# Secular truncation of the dipolar Hamiltonian in the Zeeman interaction frame: solution key

## Premises and conventions

1. Two spins $\mathbf I$ and $\mathbf S$ (dimensionless operators) carry moments $\gamma_I\hbar\mathbf I$ and $\gamma_S\hbar\mathbf S$ and interact as point dipoles. Their separation $\mathbf r=r\mathbf e$ is fixed, and $\mathbf e$ has polar angles $\theta,\phi$ relative to the static field $B_0\hat{\mathbf z}$.
2. Hamiltonians are divided by $\hbar$ and given in rad s$^{-1}$. The Zeeman term is $H_0=\omega_I I_z+\omega_S S_z$ with $\omega=-\gamma B_0$, negative for protons.
3. $I_\pm=I_x\pm iI_y$, so $[I_z,I_\pm]=\pm I_\pm$ and $[I_+,I_-]=2I_z$. Operators of different spins commute. $\mathbf F=\mathbf I+\mathbf S$.
4. Parts (a) to (c) hold for any spin quantum numbers. Parts (d) to (h) are for two spins 1/2, with $\alpha,\beta$ for $m=\pm\tfrac12$ and the state of $I$ written first.
5. Abbreviations: $s=\sin\theta$, $c=\cos\theta$, $P_2=\tfrac12(3c^2-1)$.

The classical energy of two point dipoles is $(\mu_0/4\pi r^3)[\boldsymbol\mu_1\cdot\boldsymbol\mu_2-3(\boldsymbol\mu_1\cdot\mathbf e)(\boldsymbol\mu_2\cdot\mathbf e)]$. Inserting the moments and dividing by $\hbar$ gives

$$H_D=b\,[\,3(\mathbf I\cdot\mathbf e)(\mathbf S\cdot\mathbf e)-\mathbf I\cdot\mathbf S\,],\qquad b=-\frac{\mu_0}{4\pi}\frac{\gamma_I\gamma_S\hbar}{r^3}.\tag{1}$$

The orientation-dependent coupling used below is $d=bP_2(\cos\theta)$.

## (a) Sort $H_D$ by the spin flips that each term causes

**Solution.** With $I_x=\tfrac12(I_++I_-)$ and $I_y=\tfrac1{2i}(I_+-I_-)$, the transverse part $s(I_x\cos\phi+I_y\sin\phi)$ of $\mathbf I\cdot\mathbf e$ becomes a sum of two ladder terms:

$$\mathbf I\cdot\mathbf e=cI_z+\tfrac{s}{2}\left(e^{-i\phi}I_++e^{i\phi}I_-\right),\qquad \mathbf I\cdot\mathbf S=I_zS_z+\tfrac12(I_+S_-+I_-S_+).\tag{2}$$

Multiply the expansions of $\mathbf I\cdot\mathbf e$ and $\mathbf S\cdot\mathbf e$ and collect the operator products in (1).

- $I_zS_z$: the coefficient is $b(3c^2-1)=2d$.
- $I_+S_-$ and $I_-S_+$: the phases $e^{\mp i\phi}e^{\pm i\phi}$ cancel, and the coefficient is $b(\tfrac34s^2-\tfrac12)=\tfrac b4(1-3c^2)=-\tfrac d2$.
- $I_+S_z$ and $I_zS_+$: the coefficient is $\tfrac32b\,sc\,e^{-i\phi}$.
- $I_+S_+$: the coefficient is $\tfrac34b\,s^2e^{-2i\phi}$.

The remaining products are adjoints of the last two kinds. Hence $H_D=A+B+C+C^\dagger+E+E^\dagger$ with

$$\begin{aligned}A&=2d\,I_zS_z, & B&=-\tfrac d2(I_+S_-+I_-S_+),\\ C&=\tfrac32b\,sc\,e^{-i\phi}(I_+S_z+I_zS_+), & E&=\tfrac34b\,s^2e^{-2i\phi}I_+S_+ .\end{aligned}\tag{3}$$

$A$ and $B$ conserve $F_z$, $C$ raises it by one unit and $E$ by two: $[F_z,A+B]=0$, $[F_z,C]=C$, $[F_z,E]=2E$. No approximation has been made.

## (b) Transform to the Zeeman interaction frame

**Solution.** The propagator obeys $\dot U=-i(H_0+H_D)U$. Write $U=e^{-iH_0t}\tilde U$. Differentiation gives $\dot U=-iH_0U+e^{-iH_0t}\dot{\tilde U}$, so the Zeeman term cancels:

$$\dot{\tilde U}=-i\tilde H_D(t)\tilde U,\qquad \tilde H_D(t)=e^{iH_0t}H_De^{-iH_0t}.\tag{4}$$

Let an operator $X$ satisfy $[H_0,X]=\Omega X$. Then $\tilde X(t)=e^{iH_0t}Xe^{-iH_0t}$ obeys $\dot{\tilde X}=i\,e^{iH_0t}[H_0,X]e^{-iH_0t}=i\Omega\tilde X$, so $\tilde X(t)=Xe^{i\Omega t}$. Each product in (3) is such an operator, since $[H_0,I_\pm]=\pm\omega_II_\pm$, $[H_0,S_\pm]=\pm\omega_SS_\pm$, the $z$ components commute with $H_0$, and the frequencies of the factors add.

| operator | term | $\Omega$ | like spins, $\omega_I=\omega_S=\omega_0$ |
|---|---|---|---|
| $I_zS_z$ | $A$ | $0$ | $0$ |
| $I_+S_-$ | $B$ | $\omega_I-\omega_S$ | $0$ |
| $I_+S_z$ | $C$ | $\omega_I$ | $\omega_0$ |
| $I_zS_+$ | $C$ | $\omega_S$ | $\omega_0$ |
| $I_+S_+$ | $E$ | $\omega_I+\omega_S$ | $2\omega_0$ |

Adjoints have the opposite frequency. Thus $\tilde H_D(t)=\sum_kH_ke^{i\Omega_kt}$, where $H_k$ runs over the terms of (3).

## (c) Find the time-independent part

**Solution.** To first order in $b$, (4) gives $\tilde U=1-i\int_0^t\tilde H_D\,dt'$. A term with $\Omega_k=0$ contributes $H_kt$, which grows without bound and is of order one at $t\sim1/|b|$. Such a term is called secular. A term with $\Omega_k\neq0$ contributes

$$\int_0^tH_ke^{i\Omega_kt'}dt'=H_k\frac{e^{i\Omega_kt}-1}{i\Omega_k},\tag{5}$$

whose norm never exceeds $2\|H_k\|/|\Omega_k|$, of order $|b/\Omega_k|$ at all times. If every nonzero $|\Omega_k|$ is much larger than $|b|$, the first-order dynamics is governed by the long-time average $\bar H_D=\sum_{\Omega_k=0}H_k$. This is the part of $H_D$ that commutes with $H_0$, that is, the part acting inside the degenerate eigenspaces of $H_0$. Truncation is therefore the same step as first-order degenerate perturbation theory.

*Like spins.* Both $A$ and $B$ have $\Omega=0$. From (2), $\tfrac12(I_+S_-+I_-S_+)=\mathbf I\cdot\mathbf S-I_zS_z$, so $A+B=d[2I_zS_z-\mathbf I\cdot\mathbf S+I_zS_z]$:

$$\bar H_D^{\rm like}=b\,P_2(\cos\theta)\,(3I_zS_z-\mathbf I\cdot\mathbf S).\tag{6}$$

*Unlike spins.* When $|\omega_I-\omega_S|\gg|b|$, and also $|\omega_I|$, $|\omega_S|$, $|\omega_I+\omega_S|\gg|b|$, only $A$ survives:

$$\bar H_D^{\rm unlike}=b\,P_2(\cos\theta)\,2I_zS_z.\tag{7}$$

The difference is energy conservation. A mutual flip $\alpha\beta\to\beta\alpha$ costs no Zeeman energy for like spins and costs $|\omega_I-\omega_S|$ for unlike spins. Neither result depends on $\phi$, because averaging over precession about $z$ leaves an operator with axial symmetry. Since $\bar H_D$ commutes with $H_0$, the truncated laboratory-frame Hamiltonian is simply $H_0+\bar H_D$.

## (d) Derive the doublets and their ratio

**Solution, unlike spins.** $H_0+2dI_zS_z$ is diagonal in the product basis, with energies $\omega_Im_I+\omega_Sm_S+2d\,m_Im_S$. A transverse field near $\omega_I$ changes $m_I$ by one unit at fixed $m_S=\pm\tfrac12$, and the transition frequency $E(\alpha,m_S)-E(\beta,m_S)$ is $\omega_I+2dm_S$. The lines lie at $\omega_I\pm d$ and the splitting is $2|d|$.

**Solution, like spins.** Use the triplet $T_+=\alpha\alpha$, $T_0=(\alpha\beta+\beta\alpha)/\sqrt2$, $T_-=\beta\beta$ and the singlet $S_0=(\alpha\beta-\beta\alpha)/\sqrt2$. From $\mathbf I\cdot\mathbf S=\tfrac12(F^2-\tfrac32)$ the scalar product is $+\tfrac14$ in the triplet and $-\tfrac34$ in the singlet, while $I_zS_z$ is $+\tfrac14$ in $T_\pm$ and $-\tfrac14$ in $T_0$ and $S_0$. All four states are eigenstates of (6):

$$E(T_\pm)=\pm\omega_0+\tfrac d2,\qquad E(T_0)=-d,\qquad E(S_0)=0.\tag{8}$$

The radio-frequency field couples to $F_x$, which commutes with $F^2$ and so does not connect singlet and triplet. The two allowed transitions have equal strength, $|\langle T_+|F_+|T_0\rangle|^2=|\langle T_0|F_+|T_-\rangle|^2=2$, and frequencies

$$E(T_+)-E(T_0)=\omega_0+\tfrac32d,\qquad E(T_0)-E(T_-)=\omega_0-\tfrac32d.\tag{9}$$

The splitting is $3|d|=\tfrac32|b|\,|3\cos^2\theta-1|$, the Pake doublet. At equal $b$ and $\theta$ it is $3|d|/2|d|=3/2$ times the unlike-spin splitting. The qualification matters: a real heteronuclear pair has its own $\gamma_I\gamma_S$ in $b$. The extra factor comes entirely from $B$, which moves $T_0$ from $-d/2$ to $-d$ and leaves $T_\pm$ alone.

*Operator form of the same result.* For spins 1/2, $F_z^2=\tfrac12+2I_zS_z$. The scalar $\mathbf I\cdot\mathbf S$ commutes with every component of $\mathbf F$, hence with $I_zS_z$ and with $F_\pm$, and it drops out of the evolution of $F_\pm$. What remains is $aI_zS_z$ with $a=3d$, against $a=2d$ in (7). Since $[aI_zS_z,I_+]=aS_zI_+$, the argument of part (b) gives $I_+(t)=I_+e^{iaS_zt}=I_+[\cos(at/2)+2iS_z\sin(at/2)]$, where $(2S_z)^2=1$ was used. The term containing $S_z$ is traceless against $I_-$ and $S_-$, so the free induction decay in the interaction frame is $\cos(3dt/2)$ for like spins and $\cos(dt)$ for unlike spins. An isotropic coupling $J\,\mathbf I\cdot\mathbf S$ between like spins is invisible for the same reason.

## (e) Connect the two limits

**Solution.** Let $\Delta=\omega_I-\omega_S$ be arbitrary but small against $\bar\omega=\tfrac12(\omega_I+\omega_S)$. Truncate with respect to $\bar\omega F_z$ only, keeping $\tfrac12\Delta(I_z-S_z)+A+B$. The outer levels are $\pm\bar\omega+d/2$. In the basis $\alpha\beta,\beta\alpha$ the block is $-\tfrac d2+\tfrac12(\Delta\sigma_z-d\sigma_x)$ in terms of Pauli matrices, with eigenvalues

$$E_\pm=-\tfrac d2\pm\tfrac12R,\qquad R=\sqrt{\Delta^2+d^2}.\tag{10}$$

For a real eigenvector $\cos\chi\,\alpha\beta+\sin\chi\,\beta\alpha$ the strength of both its transitions is $(\cos\chi+\sin\chi)^2=1+\langle\sigma_x\rangle=1\mp d/R$ for $E_\pm$. The frequencies are $\bar\omega+d\mp R/2$ and $\bar\omega-d\pm R/2$. Sorted by strength, there is a strong pair at $\bar\omega\pm(|d|+R/2)$ with weight $1+|d|/R$ and a weak pair at $\bar\omega\pm(|d|-R/2)$ with weight $1-|d|/R$.

For $\Delta=0$, $R=|d|$, the weak pair vanishes and the strong pair reproduces (9). For small $\Delta$ its splitting is

$$2|d|+R\approx3|d|+\frac{\Delta^2}{2|d|}.\tag{11}$$

For $|\Delta|\gg|d|$, $R\to|\Delta|$ and the four lines become $\omega_I\pm d$ and $\omega_S\pm d$ with equal weights, as (7) requires. "Like" therefore means $|\Delta|\ll|d|$ and "unlike" means $|\Delta|\gg|d|$, whatever the nuclear species.

## (f) Compute the shifts caused by the discarded terms

**Solution.** Write $H=H_0+\bar H_D+V$ with $V=\sum_{\Omega_k\ne0}H_k$, and define $W=\sum_{\Omega_k\neq0}H_k/\Omega_k$. Each $H_k$ occurs with its adjoint at $-\Omega_k$, so $W^\dagger=-W$ and $e^W$ is unitary: $e^WHe^{-W}$ has the spectrum of $H$. From $[H_0,H_k]=\Omega_kH_k$ follows $[W,H_0]=-V$. Expanding $e^WHe^{-W}=H+[W,H]+\tfrac12[W,[W,H]]+\dots$, the term $[W,H_0]$ cancels $V$, and $[W,V]+\tfrac12[W,[W,H_0]]=\tfrac12[W,V]$. With $\Omega$ the smallest nonzero $|\Omega_k|$,

$$e^WHe^{-W}=H_0+\bar H_D+[W,\bar H_D]+\tfrac12[W,V]+O(b^3/\Omega^2).\tag{12}$$

Because $\bar H_D$ commutes with $H_0$, $[H_k,\bar H_D]$ has the nonzero frequency $\Omega_k$, so $[W,\bar H_D]$ is wholly non-secular. Non-secular terms of size $b^2/\Omega$ shift levels only by $(b^2/\Omega)^2/\Omega$. The second-order shift is thus the secular part of $\tfrac12[W,V]$, made of commutators whose frequencies sum to zero. With each adjoint pair counted once, the two orderings contribute equally and cancel the factor $\tfrac12$:

$$H^{(2)}=\sum_{\rm pairs}\frac{[H_k,H_k^\dagger]}{\Omega_k}.\tag{13}$$

Here all terms of equal frequency are gathered into one $H_k$.

For spins 1/2, $I_\pm I_\mp=\tfrac12\pm I_z$ and $I_z^2=\tfrac14$, which gives

$$[I_+S_z,I_-S_z]=\tfrac12I_z,\quad[I_+S_+,I_-S_-]=I_z+S_z,\quad[I_+S_-,I_-S_+]=I_z-S_z.\tag{14}$$

For example, the second is $(\tfrac12+I_z)(\tfrac12+S_z)-(\tfrac12-I_z)(\tfrac12-S_z)$.

*Like spins.* The pairs are $C$ at $\omega_0$ and $E$ at $2\omega_0$. The cross commutator in $[C,C^\dagger]$ is $[I_zS_+,I_-S_z]=I_zI_-S_+S_z-I_-I_zS_zS_+$. With $I_zI_-=-\tfrac12I_-$, $I_-I_z=\tfrac12I_-$, $S_+S_z=-\tfrac12S_+$ and $S_zS_+=\tfrac12S_+$ it equals $(\tfrac14-\tfrac14)I_-S_+=0$, and so does its partner with $I$ and $S$ exchanged. Then $[C,C^\dagger]=\tfrac98b^2s^2c^2F_z$ and $[E,E^\dagger]=\tfrac9{16}b^2s^4F_z$, and (13) gives, with $4c^2+s^2=1+3c^2$,

$$H^{(2)}=\epsilon F_z,\qquad\epsilon=\frac{9b^2}{32\,\omega_0}\sin^2\theta\,(1+3\cos^2\theta).\tag{15}$$

The levels $T_\pm$ move by $\pm\epsilon$, and $T_0$ and $S_0$ do not move. Both lines of (9) shift by the same $\epsilon$, which has the sign of $\omega_0$ and so raises the magnitude of the resonance frequency. With $x=c^2$ the angular factor is $1+2x-3x^2$, largest at $x=\tfrac13$ ($\theta=54.7^\circ$, where $P_2=0$), where it is $\tfrac43$. Hence $|\epsilon|\le\tfrac38b^2/|\omega_0|$. The isotropic average of the factor is $1+\tfrac23-\tfrac35=\tfrac{16}{15}$, giving $\langle\epsilon\rangle=\tfrac3{10}b^2/\omega_0$.

*The splitting.* Equation (15) leaves the splitting unchanged, so its first correction is of third order. $H$ is symmetric under exchange of like spins and never mixes $S_0$ with the triplet. A rotation about $z$ removes $\phi$. From (3), $\langle T_+|C|T_0\rangle=u$, $\langle T_0|C|T_-\rangle=-u$ and $\langle T_+|E|T_-\rangle=v$, with $u=3b\,sc/(2\sqrt2)$ and $v=\tfrac34bs^2$. The triplet matrix is

$$\begin{pmatrix}\omega_0+d/2&u&v\\u&-d&-u\\v&-u&-\omega_0+d/2\end{pmatrix}.\tag{16}$$

Its trace is zero, so the exact signed splitting $E(T_+)+E(T_-)-2E(T_0)$ equals $-3E(T_0)$. Solving the first and third rows of the eigenvalue equation for the $T_\pm$ amplitudes and inserting them in the second gives, for an eigenvalue $\lambda$ and $y=\lambda-d/2$,

$$\lambda+d=\frac{2u^2(y-v)}{y^2-\omega_0^2-v^2}.\tag{17}$$

To leading order $y=-\tfrac32d$ and the denominator is $-\omega_0^2$. Since $\tfrac32d+v=\tfrac34b(3c^2-1+s^2)=\tfrac32bc^2$ and $2u^2=\tfrac94b^2s^2c^2$, the right side is $\tfrac{27}8b^3s^2c^4/\omega_0^2$, and

$$\text{signed splitting}=3d-\frac{81}{8}\frac{b^3}{\omega_0^2}\sin^2\theta\cos^4\theta+O(b^5/\omega_0^4).\tag{18}$$

The next term is of fifth order because (17) contains $\omega_0$ only as $\omega_0^2$. The factor $(1-x)x^2$ peaks at $x=\tfrac23$ ($\theta=35.3^\circ$) with value $\tfrac4{27}$, so the third-order term is at most $\tfrac32|b|^3/\omega_0^2$.

*Unlike spins.* The four Zeeman levels are non-degenerate, so a secular operator is diagonal in the product basis and only a product with its own adjoint contributes. From (3), (13) and (14),

$$H^{(2)}=\frac{d^2}{4}\frac{I_z-S_z}{\omega_I-\omega_S}+\frac98b^2s^2c^2\left(\frac{I_z}{\omega_I}+\frac{S_z}{\omega_S}\right)+\frac9{16}b^2s^4\frac{I_z+S_z}{\omega_I+\omega_S}.\tag{19}$$

The first term agrees with the expansion $R/2\approx|\Delta|/2+d^2/4|\Delta|$ of (10). No $I_zS_z$ term appears, so again the centres move and the splittings do not. The shifts are of order $b^2/\omega_0$ with $\omega_0$ a typical Larmor frequency only if $|\omega_I-\omega_S|$ and $|\omega_I+\omega_S|$ are themselves of that order. The smallest denominator sets the accuracy.

## (g) State the range of validity

1. **High field.** Equation (6) needs $|b|\ll|\omega_0|$, or $B_0\gg|b|/\gamma$. The levels are right to $O(b^2/\omega_0)$ and the doublet splitting to $O(b^3/\omega_0^2)$. The eigenstates are mixed by $W$ with amplitudes of order $b/\omega_0$, so forbidden lines, such as the one near $2|\omega_0|$, have relative intensity of order $(b/\omega_0)^2$.
2. **Like or unlike.** Equation (6) needs $|\Delta|\ll|d|$ and (7) needs $|\Delta|\gg|d|$. Between them (10) applies. Near $\theta=54.7^\circ$, $d\to0$ and any shift difference violates the like-spin condition. If $\omega_I\approx-\omega_S$, the term $E$ becomes secular in place of $B$.
3. **Time.** The truncated propagator misses the phase $\epsilon t$ and holds for $t\ll1/|\epsilon|$, longer than the dipolar time $1/|b|$ by a factor of order $|\omega_0/b|$.
4. **Rigid geometry.** Motion much faster than $|b|$ replaces $d$ by its average $\langle bP_2\rangle$. Motion with spectral density at $\omega_0$ or $2\omega_0$ lets $C$ and $E$ drive spin-lattice relaxation, which the truncated Hamiltonian cannot describe.
5. **Isolated pair of spins 1/2.** Equations (6) and (7) hold pair by pair in a many-spin system, but the doublet, the factor 3/2 and (15) to (19) were derived for one pair. Quadrupole couplings or zero-field splittings comparable with the Zeeman term change the $H_0$ that defines the truncation.
6. **No strong irradiation.** A resonant field of nutation frequency large against $|b|$ calls for a second truncation along its own axis.

## (h) Numerical illustration: water protons in gypsum

**Inputs.** The two protons of one water molecule in CaSO$_4\cdot$2H$_2$O are modelled as an isolated rigid like pair with $r=0.158$ nm and $\gamma=2.67522\times10^8$ rad s$^{-1}$ T$^{-1}$ ($\gamma/2\pi=42.577$ MHz T$^{-1}$). Entries are computed from the unrounded $b$. A change of 0.001 nm in $r$ changes $b$ by 1.9 per cent, so the third figure is carried only for internal consistency.

**Coupling.** $(\mu_0/4\pi)\gamma^2\hbar=7.547\times10^{-25}$ m$^3$ s$^{-1}$ and $r^3=3.944\times10^{-30}$ m$^3$, so $b=-1.91\times10^5$ rad s$^{-1}$, $b/2\pi=-30.5$ kHz and $|b|/\gamma=0.715$ mT.

| $\theta$ | $d/2\pi$ (kHz) | like, $3\lvert d\rvert/2\pi$ (kHz) | $3\lvert d\rvert/\gamma$ (mT) | unlike at equal $b$, $2\lvert d\rvert/2\pi$ (kHz) |
|---|---|---|---|---|
| $0^\circ$ | $-30.5$ | 91.4 | 2.15 | 60.9 |
| $54.7^\circ$ | 0 | 0 | 0 | 0 |
| $90^\circ$ | 15.2 | 45.7 | 1.07 | 30.5 |

The last column is a hypothetical pair with the flip-flop term removed. In a single crystal each distinct H–H direction gives its own doublet. In a powder $\cos\theta$ is uniformly distributed, the line density is proportional to $1/|dP_2/d\cos\theta|=1/(3|\cos\theta|)$, and the model pattern has peaks 45.7 kHz apart and outer edges 91.4 kHz apart.

**Discarded terms**, at two illustrative fields:

| quantity | 0.70 T | 9.4 T |
|---|---|---|
| $\lvert\omega_0\rvert/2\pi$ (MHz) | 29.8 | 400 |
| $\lvert b/\omega_0\rvert$ | $1.02\times10^{-3}$ | $7.61\times10^{-5}$ |
| largest $\lvert\epsilon\rvert/2\pi$ (Hz) | 11.7 | 0.87 |
| the same in ppm | 0.39 | 0.0022 |
| largest change of splitting (Hz) | 0.048 | $2.6\times10^{-4}$ |

At 0.70 T the time $1/|\epsilon|$ is at least 14 ms against $1/|b|=5.2$ μs, and $(b/\omega_0)^2=1.0\times10^{-6}$. The largest shift reaches 1 per cent of $|b|$ when $B_0=37.5\,|b|/\gamma=27$ mT.

**Neglected interactions that exceed the truncation terms.** A proton of another water molecule at an assumed typical distance of 0.27 nm has a coupling 0.20 times as large, 6.1 kHz in magnitude, so several such neighbours broaden each component by kilohertz. An assumed shielding difference of 10 ppm between the two protons, of the order that shielding anisotropy can typically produce in a rigid molecule, gives $|\Delta|/2\pi=0.30$ kHz at 0.70 T and 4.0 kHz at 9.4 T. By (10), the splitting at $\theta=90^\circ$ then grows by $(R-|d|)/2\pi=2.9$ Hz and 0.52 kHz respectively. Raising the field improves the secular truncation and weakens the like-spin assumption. Rapid $180^\circ$ flips of the molecule about its twofold axis exchange the protons and average $\Delta$ to zero, while $\mathbf e\to-\mathbf e$ leaves $H_D$ unchanged.

**Status of the result.** The value 0.158 nm is an effective distance, chosen because it reproduces the typical width of the proton doublet in gypsum, the system that Pake analysed in 1948. It absorbs the reduction of $\langle bP_2\rangle$ by vibration and libration. A typical static H–H distance of about 0.153 nm would make $|b|$ larger by 10 per cent. The splittings above are therefore no test of the theory against the mineral. They are the model's numbers: a largest doublet splitting of about 91 kHz (2.15 mT), whose centre the non-secular terms displace by at most 11.7 Hz at 0.70 T.